An electron feels the size of the nucleus only through its density there. For a 1s electron that density grows as Z³, and the nuclear charge adds one more power, so the field constant F scales as Z⁴. The two mass constants measure kinetic energy shared with the recoiling nucleus and, for 1s, scale as Z². For palladium, Z = 46, the sizes worth remembering are 50 meV/fm² for a 1s hole, a tenth of that for 2s, a fiftieth for 3s, and less than a hundredth, with the opposite sign, for any p or d hole. Apart from the small specific constants of the 2s and 3s holes, the mass constants run from about 10⁴ meV u in the K shell through 2000 in the L shell to a few hundred in the M shell.

Field-shift (F) and mass-shift (K) constants of inner-shell binding energies of Pd4+ (Z = 46), [Kr] 4d6, from Radial Dirac-Fock and Kohn-Sham solver 3: first order on Dirac-Fock ground and hole states, Fermi nucleus of rms radius 4.5318 fm, no relativistic recoil terms. Shift = F × change of mean square radius + K × change of 1/M, where K is the sum of its normal and specific parts.

```
shell  F (meV/fm²)  K, normal (meV u)  K, specific (meV u)
    K       -51.42             -13440                 6294
   L1       -5.780              -2024               -124.8
   L2       0.2758              -1871                 2496
   L3       0.3655              -1784                 2261
   M1       -1.082             -408.9               -141.4
   M2      0.06550             -348.3                308.5
   M3      0.08427             -332.6                248.0
   M4      0.07235             -225.7                269.8
   M5      0.07099             -222.7                263.3
```

The rows are Dirac-Fock results for holes in 1s (K), 2s, 2p1/2, 2p3/2 (L1 to L3) and 3s, 3p1/2, 3p3/2, 3d3/2, 3d5/2 (M1 to M5) of one free ion. A binding energy B is the energy of the ion with the hole minus that of the ground state. It shifts by F times the change of the mean square nuclear radius ⟨r²⟩, plus the sum of the two mass columns times the change of 1/M, with M the nuclear mass in u. The rules below use Slater's screening constants and hydrogenic functions. They have no fitted parameter, so no row entered a fit, and all errors are relative to the tabulated value.

In atomic units, spreading the nuclear charge changes the electron's potential energy by δV inside the nucleus only. If the electron density ρ is constant there, the energy changes by ρ∫δV d³r. Since ∇²r² = 6, the integral equals (1/6)∫r²∇²δV d³r, and Poisson's equation turns this into (2π/3)Z δ⟨r²⟩. For a binding energy,

F = (2π/3) Z [ρ(hole state) − ρ(ground state)].

A hole that removes density from the nucleus has negative F, and the three s rows are the three negative ones. In the limit of a bare nucleus without relativity, ρ = Z³/(πn³), and the 1s value is (2/3)Z⁴ hartree/bohr², or 29.0 meV/fm². Relativity steepens the density near the nucleus to r^(2γ−2), with γ = √(1 − (Zα)²) = 0.942. Evaluating the Dirac 1s density at the radius R of the equivalent uniform sphere, √(5/3) times the rms radius or 5.85 fm, gives the factor G = 2(2ZR/a₀)^(2γ−2)/Γ(2γ+1). It tends to 1 as Zα goes to zero and equals 1.89 here, which raises the bare value to 54.8 meV/fm². Reading a point-nucleus density at one radius is a shortcut for solving the Dirac equation in the finite nucleus. The sphere radius is the choice that comes close to that solution; the rms radius itself would give 1.95, 3 % more.

Screening enters by the Fermi-Segrè relation ρ = (Z/π) dE/dn. Close to the nucleus the electron sees the full charge Z, while its normalisation is set by the level spacing, which follows from E = −Zs²/2n² with a screened charge Zs. Hence ρ = Z·Zs²·G/(πn³), and each s electron contributes 0.0259 meV/fm² per unit of Zs²/n³. Slater's rules subtract 0.35 for each partner in the same group, with s and p together and d apart (0.30 in 1s), 0.85 for each electron of the shell below and 1 for deeper ones; a d electron is screened fully by all inner groups and screens the s and p electrons of its own shell not at all. The ground state has Zs = 45.70, 41.85, 34.75 and 18.25 for 1s, 2sp, 3sp and 4sp. This accounts for the fall of F faster than 1/n³: the table has M1/K = 0.0210 where 1/27 is 0.0370, and (34.75/45.70)²/27 is 0.0214.

For the K hole the direct loss is −54.84 × (45.70/46)² = −54.12 meV/fm². The hole also unscreens the others. The remaining 1s electron goes from 45.70 to 46 and gains 27.5 units of Zs²/n³. The 2s pair goes from 41.85 to 42.70 and gains 2(42.70² − 41.85²)/8 = 18.0, and the 3s and 4s pairs, each raised by one charge, gain 5.2 and 1.2. A p1/2 electron has a small-component density at the nucleus, a fraction (Zα)²(n² − 1)/4n² of the s value, and these add 0.5. The sum, 52.4 units, is worth +1.36, so F = −52.76 against −51.42 in the table, 3 % too large in size.

For the L3 hole there is no direct term, because 2p3/2 vanishes at the nucleus. The 2s pair goes from 41.85 to 42.20, the 3s pair from 34.75 to 35.60 and the 4s pair gains one charge, which gives 7.4 + 4.4 + 1.2 units, and 0.3 more from p1/2. The result is +0.343 against +0.3655, 6 % low. The positive sign in L3, M3, M4 and M5 can only be indirect, since those orbitals have practically no density at the nucleus: the density there must rise when the electron is removed. How a negative entry divides into direct loss and relaxation is a statement of the model alone, and so is the share of each shell: Slater's rules let no outer electron screen 1s, whereas a self-consistent 1s pair does respond to a 2s or 2p hole.

The rule holds the s rows to 3, 6 and 2 % and the p3/2 rows to 6 and 12 %. Part of this is luck. The exact Dirac density of 2s, 3s and 4s lies 11 % above G/n³, and including that factor moves L1 from −6 to +4 % but M1 from +2 to +14 %. The p1/2 rows are differences of a positive relaxation and a negative direct term, and come out 20 and 31 % low. Theory expects L2 below L3 and M2 below M3 because of the p1/2 density, and the table shows both, while M4 and M5, neither of which has such density, differ by only 2 %. The rule overstates the gap, −0.122 against −0.090 in the L shell. One guess is that giving p electrons the same Zs as s electrons overrates their density; relaxation may also differ between the two j values.

The plain rule fails outright for d holes, 0.026 against 0.072 and 0.071, because in Slater's scheme the only s and p electrons that respond to a 3d hole are those of the fourth shell. The hydrogenic mean radius [3n² − l(l+1)]/2Zs is 10.5/24.85 = 0.42 bohr for 3d and 13.5/34.75 = 0.39 bohr for 3s, so the two overlap and should screen each other; Slater's charge overstates the size of 3d, which only strengthens the case. Letting nd electrons screen ns and np by the usual 0.35, on top of the exact Dirac factors, brings M4 and M5 within 5 % and M1 to −8 %, and lowers the mean absolute error over all nine rows from 21 to 9 % (the plain rule has 23 %). The amendment was adopted in view of this failure, so the d rows are no independent test of it; among the others, M1 improves from +14 to −8 % while M3 worsens from −2 to −12 %, so they lend it little support, and the p1/2 rows are 20 and 30 % low.

The normal mass constant is the reduced-mass effect: B(M) = B(∞)(1 − m/M), so the constant is −mB, which is 0.549 meV u per eV or 14.93 meV u per hartree. The calculation imposes this form, so the column tests nothing but an estimate of B, and it implies 24.5 keV for K, 3252 eV for L3 and 406 eV for M5. By hand, B is the difference of Slater total energies −ΣZs²/2n², with 3.7 in place of n = 4, plus the fine-structure term (Zs⁴α²/2n⁴)(n/|κ| − 3/4) of the removed electron, where |κ| = j + 1/2. For K, the 1s shell gives 45.70² − 46²/2 = 1030.5 hartree, and the outer shells, now bound more tightly, return 71.9 (2sp), 31.3 (3sp), 28.2 (3d), 11.0 (4sp) and 3.8 (4d). That leaves 884 hartree or 24064 eV, and with 790 eV of fine structure 24854 eV, 1 % high. For L3 the start is 41.85²/8 = 218.9 hartree, from which 25.7, 26.6, 28.2, 11.0 and 3.8 are returned, leaving 3365 eV; fine structure adds 35 eV, and the result is 5 % high.

The L rows are all within 5 %, although the rule gives L1 and L2 one value where the table separates them by 279 eV. In the M shell it is 16 to 37 % low, and the arithmetic shows why it is fragile: for 3s a start of 34.75²/18 = 67 hartree is whittled down to 17, fine structure included. A tabulated binding energy serves better there, provided it belongs to the same ion. Recalled roughly, the L3 and M values for solid palladium lie 70 to 80 eV lower, which is 2 % for L3 but nearly a fifth for M5.

The specific constant comes from the cross terms (1/M)Σ pᵢ·pⱼ of the nuclear recoil. In a single determinant only exchange survives, and each pair of electrons with the same spin and l differing by one lowers the energy by (m/M)|⟨a|p|b⟩|². A hole destroys pairs, so with frozen orbitals its constant is positive. For a local potential the matrix element is the level spacing times the dipole element, which sets two limits: the nearly degenerate 2s and 2p couple weakly, and 1s and 2p couple strongly. With exponents a for 1s and b for 2p the element is 8a^(5/2)b^(5/2)/(a + b)⁴. Unscreened, a = Z and b = Z/2 give 0.279 Z, or 0.078 Z² per pair. A 1s hole loses three such pairs, and 3 × 0.078 Z² divided by the binding energy Z²/2 is 0.47, which is also the ratio of the specific to the normal entry in the K row; the match to two figures needs screening to reduce both alike and is partly chance. A 2p hole loses one such pair, 0.078 Z² against Z²/8, a ratio of 0.62. The table has 1.33 and 1.27: screening more than halves B but takes only a fifth off the pair, leaving the 131.8 hartree found below, and the 2p hole also loses pairs with 3d.

With a = 45.70 and b = 41.85/2 the element is 11.48, and a pair is worth 131.8 hartree or 1968 meV u. The K hole gets three times that, 5903 against 6294, 6 % low. The same integral for the nodeless 2p and 3d functions, the 2p exponent times the radial overlap, sums to 166.4 hartree over both full shells. A sixth of it adds 414 meV u to a 2p hole, giving 2382 against 2261 for L3 (5 % high) and 2496 for L2 (5 % low). A tenth of it, 248 meV u, falls 8 and 6 % short of M4 and M5.

With these two kinds of pair the rule gives zero for L1, M1, M2 and M3. For L1 zero is near the mark, since the other two L entries exceed 2000 meV u; for M1, M2 and M3 it misses entries of 0.35 to 0.89 times the normal constant in size. The rule also misses the negative sign of L1 and M1, which frozen exchange cannot produce. Relaxation can: the orbitals of the hole state contract and their remaining pairs strengthen. Recomputing the two integrals with the screening of the hole state gives the right sign for L1 and M1, three to five times too large, the wrong sign for M2 and M3, and worse values for the five rows that worked, L3 dropping to 1895. The frozen rule therefore succeeds by cancellation, and not by the same one in every row. A 1s hole also destroys 1s–3p and 1s–4p pairs, which offset its relaxation, and 1s–3p and 2s–3p are the main pairs missing from M2 and M3. A 2p or 3d hole destroys none of these. There the offset lies in the 2p–3d integral, which comes out much too small because Slater's charge of 24.85 makes the 3d orbital too diffuse, so the agreement in L2, L3, M4 and M5 should not be expected to carry over to other elements.

Only the sum of the two mass columns enters a shift. From the rounded entries it is −7146 meV u for K and −2149 for L1, which the rules give to 8 and 10 %. The two terms oppose each other in K as well, but in the p and d rows they largely cancel. L3 leaves +477 out of terms near 2000, and the rule's 517 owes its closeness to two 5 % errors of opposite effect; L2 comes out at 441 against 625. For M2 to M5 the remainders lie between −85 and +44, and the rule has no predictive value there: the table's own normal term with the pair rule halves M4 to 23. The table is also soft in these rows. Relativistic recoil is left out. For one electron in a Coulomb field it changes the normal term only by the fraction B/2mc², about 2 % for K, but the correction to the specific term is of relative order (Zα)² = 0.11; that fraction of the specific term, a crude scale, amounts to a tenth of the K total, half of L3 and most of M2. With correlation absent as well, the signs of the M2 to M5 totals are not secure.

For a step from M = 106 to 108 u the change of 1/M is −1.75 × 10⁻⁴ u⁻¹, and a rough recalled change of ⟨r²⟩ is 0.2 fm². The K level then moves by about −10 meV from the field term and +1.2 meV from mass, while L3 moves by +0.07 and −0.08 meV, which nearly cancel. The rules were tried at one Z only. By their construction, a neighbouring element should have an F for the K shell that changes faster than Z⁴, since G grows with Z, and K-shell mass constants that change roughly as Z², so the field term gains on the mass term towards heavier atoms. A change of the outer charge should move all B, and with them the normal constants, by similar amounts, which matters most in the M shell, while leaving F of the 1s and 2s holes almost as it is.
